## A lower level that looks better

MP2 misses the measured atomization energy of C₂F₄ by only 12 kJ/mol. CCSD(T), which treats electron correlation far more completely, misses it by 138 kJ/mol. The order looks wrong, since the more complete theory should win.

Ansatz 0.2.0 calculations on neutral singlet C₂F₄ with the 6-31G* basis at the MP2(full)/6-31G* geometry; the level of theory is given in each row. The 1s cores of C and F are frozen in the correlated wave-function calculations, and relativistic effects are not included.

| level | computed less measured atomization energy (kJ/mol) | rough wall time (s) |
| --- | --- | --- |
| RHF | -893.5 | 2 |
| RMP2 | -12.1 | n/a |
| CISD | -546.5 | 100 |
| RCCSD | -187.5 | n/a |
| RCCSD(T) | -138.1 | 6 |
| BCCD(T) | -135.7 | 3 |
| PBE | 254.3 | 1 |
| revPBE | 105.7 | 1 |
| r2SCAN | 82.9 | 2 |
| PBE0 | 79.4 | 1 |
| B3LYP | 37.9 | 1 |
| CAM-B3LYP | 79.1 | 2 |
| wB97M-V | 88.2 | 4 |
| B2PLYP | -12.2 | 3 |
| RPA-PBE | -376.7 | 2 |

The energies of the molecule itself resolve the puzzle. There MP2 recovers about 100 kJ/mol less correlation energy than CCSD(T), yet it binds the molecule by 126 kJ/mol more. It must therefore lose about 226 kJ/mol in the separated atoms. Atoms that lie too high make the molecule look too strongly bound.

This overbinding hides a second error. The small basis describes poorly how electrons avoid each other at short distance, and the molecule suffers more from this than the atoms do. CCSD(T) is known to come much closer to experiment in large bases, so most of its error here belongs to the basis. MP2 has a similar basis error, but its overbinding cancels it.

A small total error can thus be a sum of large contributions. If those contributions are roughly known, the error can be estimated by adding them up.

## What adds binding

In Hartree-Fock theory each electron moves in the average field of the others. Real electrons also avoid one another from moment to moment, which lowers the energy. Bonding brings more electrons close together, so the molecule gains more from this than its atoms do. Leaving it out is the main reason why Hartree-Fock falls 894 kJ/mol short of the measured binding; the small basis adds to the error.

Density functionals add binding through their correlation term, but also through exchange. For an electron in a bond, exact exchange removes charge of like spin from both atoms, wherever the electron happens to be. In reality, when one electron of the bond is on the left, its partner tends to be on the right. The charge that an electron pushes away is then missing mostly from its own neighbourhood.

Semilocal exchange, built from the density and its local variation, keeps this missing charge close to the electron. It thereby imitates part of the correlation in the bond. This is a theoretical explanation, not tested by the table, of why it binds more strongly than exact exchange. In PBE the binding comes out too strong.

The table shows the consequence. PBE0 replaces a quarter of PBE's exchange by exact exchange, and the error falls from 254 to 79 kJ/mol. That is about 7 kJ/mol for each percent. A reader who meets another hybrid built on the same functional should expect less binding as the exact share grows.

## The rule

At fixed orbitals, the energy of a mixed method is a weighted sum of its ingredients. An atomization energy is a difference of such energies, so it is a weighted sum too. Let $\Delta$ be the computed less the measured atomization energy. Starting from Hartree-Fock, one adds each ingredient in proportion to its share:

$$\Delta \approx -900 + 400\,s + 650\,c + 900\,p \quad \text{kJ/mol}$$

Here $s$ is the share of semilocal exchange, the remainder being exact, $c$ is the share of semilocal correlation, and $p$ is the share of second-order correlation as in MP2. For an ordinary hybrid, $c=1$ and $p=0$. With $a$ percent of exact exchange the rule becomes

$$\Delta \approx 150 - 4a \quad \text{kJ/mol}.$$

The first and last constants come from Hartree-Fock and MP2. The middle two come from a straight line through PBE, revPBE, r2SCAN, PBE0 and B3LYP. Because that line averages over unlike functionals, its slope of 4 per percent is gentler than the 7 found between PBE and PBE0. The two middle constants should be used together and not read as separate physical energies.

## Two rows by hand

**B2PLYP** combines all the ingredients, with $s=0.47$, $c=0.73$ and $p=0.27$:

$$-900 + 188 + 474.5 + 243 = 5.5\ \text{kJ/mol}.$$

The computed error is −12 kJ/mol, so the estimate is 18 kJ/mol too high. This row was not used to set the constants.

**PBE** has no exact exchange, so the short form gives 150 kJ/mol. The computed error is 254 kJ/mol, and the estimate is 104 kJ/mol too low. This is the rule's worst result among the eight functionals from PBE to B2PLYP in the table, although PBE was one of the five rows behind the line.

## How far to trust it

Over the eight functionals the rule is typically wrong by about 50 kJ/mol (root mean square), or 2 % of the atomization energy. The best single constant for all eight would be wrong by about 71 kJ/mol. The gain is modest, and five of the eight rows helped to set the constants. Within the five fitted functionals, predicting each from the other four works no better with the line than with a constant, as the printed output shows.

The reason is that functionals with the same shares can still differ. PBE, revPBE and r2SCAN all have $s=c=1$, yet their errors spread over 171 kJ/mol. Any rule that sees only the shares must miss at least one of them by half of that or more. Between PBE and revPBE only the form of the exchange changes, and this alone shifts the result by 149 kJ/mol.

C₂F₄ occurs in the fluorocarbon plasmas that etch silicon dioxide in chip making. An uncertainty of 50 kJ/mol, about half an electronvolt, is too coarse to decide between reaction routes there. The rule helps to judge whether a computed value is plausible, but it does not replace the calculation.

## Where the rule ends

CAM-B3LYP and wB97M-V use more exact exchange at long distance than at short distance. The estimates in the output take the short-range share and come within about 5 kJ/mol. For CAM-B3LYP the long-range share would give −110 instead of the computed 79 kJ/mol. The choice of the short-range share thus rests only on these two results. At the length of a bond, part of the additional exact exchange is already at work, so the close agreement may be partly luck.

The term in $p$ stands for MP2 correlation in this basis, including its lucky cancellation. It does not carry over to other wave-function methods or to RPA. CISD, for example, falls 547 kJ/mol short of the measured value. It allows two electrons to be excited at once, but not two pairs in different parts of the molecule, and the molecule has more such pairs than any single atom. Coupled cluster includes these joint excitations, and already at the CCSD level the shortfall drops to 188 kJ/mol.

The constants belong to one molecule and one small basis. The error of that basis is part of every row, so the table does not show how good each functional is in itself. The reasoning about ingredients carries over to other molecules, but the numbers would have to be set anew.

Output of the analysis:

```
Errors against the measured atomization energy in kJ/mol:
        row  computed  hand rule  rule less computed  PBE-PBE0 constants
        RHF    -893.5       -900                -6.5              -893.5
       RMP2     -12.1          0                12.1               -12.1
       CISD    -546.5          0               546.5               -12.1
      RCCSD    -187.5          0               187.5               -12.1
   RCCSD(T)    -138.1          0               138.1               -12.1
    BCCD(T)    -135.7          0               135.7               -12.1
        PBE     254.3        150              -104.3               254.3
     revPBE     105.7        150                44.3               254.3
     r2SCAN      82.9        150                67.1               254.3
       PBE0      79.4         50               -29.4                79.4
      B3LYP      37.9         70                32.1               114.4
  CAM-B3LYP      79.1         74                -5.1               121.4
    wB97M-V      88.2         90                 1.8               149.4
     B2PLYP     -12.2        5.5                17.7               0.476
    RPA-PBE    -376.7          0               376.7               -12.1
Unrounded constants, semilocal exchange (kJ/mol): 370.8
Unrounded constants, semilocal correlation (kJ/mol): 668.1
Unrounded constants, second-order correlation, MP2 less Hartree-Fock (kJ/mol): 881.4
Leave-one-out rms of the line over its five functionals (kJ/mol): 96.43
Leave-one-out rms of a constant over the same five (kJ/mol): 93.02
Rms error of the hand rule, eight functionals (kJ/mol): 49.47
Rms error of the best single constant, eight functionals (kJ/mol): 71.31
Rms error of the PBE-PBE0 constants, eight functionals (kJ/mol): 88.74
Rms error of the hand rule, three functionals left out of the line (kJ/mol): 10.69
Fall of the error from PBE to PBE0 per percent of exact exchange (kJ/mol): 6.996
Spread of the three functionals without exact exchange (kJ/mol): 171.4
PBE less revPBE, only the exchange form changed (kJ/mol): 148.6
Hand rule for CAM-B3LYP with its long-range exchange share instead (kJ/mol): -110
```
